In Bi2TeSe2 each Bi atom has only Se and Te as nearest neighbours, and the states around the gap are built mostly from the p orbitals of all three elements. The table splits these states by orbital at each energy, counted from the Fermi level in the middle of the gap. Call the Bi share the density in the column DOS Bi 6p divided by the sum of DOS Bi 6p, DOS Se 4p and DOS Te 5p. It tells how far a state belongs to the metal atom and how far to the anions Se and Te.

Bi2TeSe2 (R-3m, 5 atoms in the cell, conventional a = 4.232, c = 28.989 Å) in Ansatz 0.2.0: LDA, plane-wave PAW, scalar-relativistic, no spin polarisation, cutoff 420 eV, k mesh 12×12×12, for the density of states 18×18×18. Energies count from the Fermi level. Densities are tetrahedron averages over 0.2 eV bins, every second bin listed; Löwdin projections are summed over sites.

| energy (eV) | density of states total (states/eV/cell) | DOS Se 4p (states/eV/cell) | DOS Bi 6p (states/eV/cell) | DOS Te 5p (states/eV/cell) | DOS Bi 6s (states/eV/cell) |
| --- | --- | --- | --- | --- | --- |
| -7.95 | 0 | 0 | 0 | 0 | 0 |
| -7.55 | 0 | 0 | 0 | 0 | 0 |
| -7.15 | 0 | 0 | 0 | 0 | 0 |
| -6.75 | 0 | 0 | 0 | 0 | 0 |
| -6.35 | 0 | 0 | 0 | 0 | 0 |
| -5.95 | 0 | 0 | 0 | 0 | 0 |
| -5.55 | 0.08 | 0.02 | 0.03 | 0.02 | 0 |
| -5.15 | 1.83 | 0.59 | 0.76 | 0.44 | 0 |
| -4.75 | 1.81 | 0.62 | 0.72 | 0.42 | 0.01 |
| -4.35 | 3.01 | 1.29 | 1.1 | 0.52 | 0.02 |
| -3.95 | 4.16 | 1.74 | 1.46 | 0.82 | 0.03 |
| -3.55 | 4.90 | 2.32 | 1.65 | 0.73 | 0.05 |
| -3.15 | 4.83 | 2.4 | 1.56 | 0.68 | 0.05 |
| -2.75 | 4.36 | 2.24 | 1.32 | 0.6 | 0.05 |
| -2.35 | 3.56 | 1.92 | 0.95 | 0.51 | 0.05 |
| -1.95 | 2.81 | 1.37 | 0.53 | 0.76 | 0.06 |
| -1.55 | 3.70 | 1.66 | 0.4 | 1.39 | 0.14 |
| -1.15 | 5.55 | 2.52 | 0.41 | 2.23 | 0.24 |
| -0.75 | 4.97 | 2.68 | 0.23 | 1.6 | 0.33 |
| -0.35 | 0.25 | 0.16 | 0.02 | 0.04 | 0.02 |
| 0.05 | 0 | 0 | 0 | 0 | 0 |
| 0.45 | 0.17 | 0.02 | 0.12 | 0.01 | 0 |
| 0.85 | 2.05 | 0.42 | 1.31 | 0.07 | 0.01 |
| 1.25 | 4.22 | 1.19 | 2.51 | 0.11 | 0.02 |
| 1.65 | 4.57 | 1.54 | 2.55 | 0.11 | 0.03 |
| 2.05 | 3.51 | 1.16 | 1.84 | 0.25 | 0.03 |
| 2.45 | 2.65 | 0.76 | 1.38 | 0.33 | 0.02 |
| 2.85 | 3.32 | 0.48 | 1.75 | 0.76 | 0.01 |
| 3.25 | 3.14 | 0.54 | 1.63 | 0.66 | 0.01 |
| 3.65 | 3.76 | 0.58 | 1.44 | 0.64 | 0 |
| 4.05 | 3.38 | 0.53 | 1.21 | 0.54 | 0 |
| 4.45 | 2.46 | 0.34 | 0.65 | 0.27 | 0 |
| 4.85 | 1.92 | 0.14 | 0.24 | 0.1 | 0 |
| 5.25 | 1.53 | 0.02 | 0.02 | 0.01 | 0 |
| 5.65 | 2.51 | 0.04 | 0.04 | 0.02 | 0 |

**(a) How must the Bi share depend on energy if p orbitals couple only between Bi and its anion neighbours?**

*Solution.* Give every Bi p orbital the energy $C$ and every anion p orbital the lower energy $A$. For one pair with coupling $V$, a state of energy $E$ has an amplitude $b$ on Bi and $a$ on the anion, which obey

$$(E-C)\,b = V a, \qquad (E-A)\,a = V b .$$

Multiply the first equation by $b$ and the second by $a$. Both right-hand sides become $Vab$, so the left-hand sides are equal and the coupling drops out:

$$\frac{b^2}{a^2}=\frac{E-A}{E-C}.$$

In the crystal each orbital has several neighbours, but the same products appear in both sums, and the result stands for the total weights on Bi and on the anions. Within this model the energy of a state alone then fixes its composition.

The formula has a simple meaning. A bonding state lies below both levels, say by a distance $d$ below the anion level, and its Bi-to-anion ratio is $d/(d+C-A)$. Weakly bonding states, with small $d$, remain almost pure anion. Strongly bonding states lie so far down that the difference between the two levels matters little, and they approach equal sharing. Antibonding states mirror this: they are mostly Bi just above the Bi level and approach equal sharing higher up.

The computed shares follow this pattern. From −5.15 to −1.55 eV the Bi share falls from 0.42 to 0.12. Above the gap it sinks from 0.73 at 0.85 eV to 0.52 at 4.45 eV, with one small rise on the way, at 2.85 eV.

The same reasoning carries over to a neighbouring series. In an oxide of bismuth the anion p level lies much further below Bi 6p, so $C-A$ is larger. At the same distance $d$ below the anion level, a valence state should then hold less Bi.

**(b) Take $C=0$ and $A=-1.4$ eV. Estimate the Bi share at −3.15 eV and at 1.65 eV, and compare with the table.**

*Solution.* The rule now reads Bi : anion = $(E+1.4):E$, with $E$ in eV. At −3.15 eV the ratio is $(-1.75)/(-3.15)=0.556$, and the share is $0.556/1.556=0.36$. The table gives $1.56/(1.56+2.40+0.68)=0.34$. Multiplied by the summed p density of 4.64 states/eV/cell, the estimated share gives a Bi 6p density of about 1.7, against the computed 1.56.

At 1.65 eV the ratio is $3.05/1.65=1.85$, and the share is $1.85/2.85=0.65$. The table gives $2.55/(2.55+1.54+0.11)=0.61$. One pair of levels thus gives, to within a few hundredths, bonding states with about one third Bi and antibonding states with somewhat less than two thirds.

The value of 1.4 eV was chosen to suit this table, and both worked rows belong to the rows it was chosen for. Their agreement shows that the rule describes the data well; it is no independent test. The two levels are best read as working constants and not as orbital energies, since a slightly different pair fits at least as well. The pair is also a compromise between the two bands: on average the rule overshoots the valence rows by 0.01 but the conduction rows by 0.03, so each band taken alone is expected to prefer levels of its own.

**(c) How accurate is the rule over the table, and where does it stop working?**

*Solution.* The rule was compared with the 20 rows from −5.15 to −1.55 eV and from 0.85 to 4.45 eV. Its typical (rms) miss is 0.03 in the share, and the largest is 0.06, at 2.05 eV. In every row from 1.25 to 4.45 eV the rule gives somewhat too much Bi. Using one average share for each band would give a typical miss of 0.08, so the dependence on energy is worth having. A least-squares fit with both levels free, on the same rows, hardly improves on the round numbers, as the output below shows; when each row is predicted from the other 19, its miss grows to 0.041. Part of the gain over one average share comes from the highest valence rows, which border the peak discussed next.

Between −1.4 eV and zero the formula breaks down: at −0.75 eV it returns a share of −6.5. A ratio of weights cannot be negative, so the model allows no state there. The states that the table shows in this range are expected from a surplus of anion orbitals. A cell has nine anion p orbitals but only six on Bi, so at least three combinations of anion orbitals find no Bi partner. In the model these non-bonding states stay exactly at the anion level, and no state lies between the two levels.

The upper valence peak fits this picture. Three bands hold six states, and the rows from −1.55 to −0.35 eV add up to about 5.8, if each row stands for 0.4 eV. The valence rows below them add up to about 12.5, close to the twelve states of six bonding bands. The density does not fall to zero between the two groups, so the count is rough: with the row at −1.95 eV given to the peak, the sums become 6.9 and 11.4. In the peak the Bi share is indeed small, only 0.05 at −0.75 eV, so the practical rule between −1.4 eV and the gap is "almost no Bi 6p". The row at −1.55 eV lies in this peak, although it also counts among the 20 rows of the rule. Its low Bi share probably comes in part from non-bonding states, and not only from weak bonding.

That the peak spreads above −1.4 eV shows that the model leaves something out. Several effects can contribute. Anion orbitals also couple directly with one another, for instance Se with Se where neighbouring layers face each other with no Bi between; this widens a non-bonding level into a band, and Se 4p and Te 5p need not share one level. The filled Bi 6s shell, which lies far below, mixes with the anion p states and pushes them up. The table shows traces of this mixing: at −0.75 eV the Bi 6s density, 0.33, exceeds that of Bi 6p, 0.23.

At high energy the rule loses its meaning for another reason. At 4.85 eV the three p shells carry only a quarter of the total density, because the states there extend into orbitals that are empty in the free atoms. A ratio among p orbitals then describes only a small part of the state. The loss sets in earlier, among the rows of the rule: the p shells hold 0.71 of the total at 3.65 eV and 0.51 at 4.45 eV.

A further limit lies in the calculation itself. Spin–orbit coupling, which is strong for Bi 6p, is absent. It would split the single Bi level of the model into two, and in compounds of this family it can exchange the character of the two band edges. LDA also tends to place the empty states too close to the filled ones. The cell also has Te in its central layer, which may not be the most stable ordering, and it was not relaxed with LDA, which here ran on PAW datasets made for PBE. The constants 0 and −1.4 eV therefore belong to this calculation, while the argument behind them applies wherever two kinds of orbital, each with roughly one level, couple mainly with each other.

The analysis program printed:

```
Bi to anion ratio by the rule at -3.15 eV: 0.5556
Bi share by the rule at -3.15 eV: 0.3571
Bi share computed at -3.15 eV: 0.3362
Bi to anion ratio by the rule at 1.65 eV: 1.848
Bi share by the rule at 1.65 eV: 0.6489
Bi share computed at 1.65 eV: 0.6071
number of rows in the range of the rule: 20
rms miss of the rule, share: 0.03095
mean miss, rule less computed, valence rows: 0.01154
mean miss, rule less computed, conduction rows: 0.03342
largest miss of the rule, share: 0.06112
rms miss with one constant share for each band: 0.07748
rms miss with the levels at the band edges: 0.1204
rms miss with 1.2 eV in place of 1.4 eV: 0.04035
rms miss with 1.6 eV in place of 1.4 eV: 0.05063
Bi share computed at -1.15 eV: 0.07946
Bi share computed at -0.75 eV: 0.051
Bi share by the rule at -0.75 eV, where it fails: -6.5
states a cell in the upper valence peak, rows -1.55 to -0.35, 0.4 eV a row: 5.788
states a cell in the valence rows below that peak, 0.4 eV a row: 12.54
part of the total density in the listed p shells at 4.85 eV: 0.25
fit of share - 0.5 on 20 rows (used): coefficient of 1/(4*(energy - s)) 1.285 +/- 0.054, s -0.7792; rms 0.0287, worst 2.05 0.0474, leave-one-out rms 0.041
  rows outside the fit (model, value, miss): -7.95 -0.04482, -0.5, 0.455; -7.55 -0.04746, -0.5, 0.453; -7.15 -0.05044, -0.5, 0.45; -6.75 -0.05382, -0.5, 0.446; -6.35 -0.05769, -0.5, 0.442; -5.95 -0.06215, -0.5, 0.438; -5.55 -0.06736, -0.07143, 0.00407; -1.15 -0.8666, -0.4205, -0.446; -0.75 11.02, -0.449, 11.5; -0.35 0.7488, -0.4091, 1.16; 0.05 0.3876, -0.5, 0.888; 0.45 0.2614, 0.3, -0.0386; 4.85 0.05709, 0, 0.0571; 5.25 0.0533, -0.1, 0.153; 5.65 0.04998, -0.1, 0.15
```
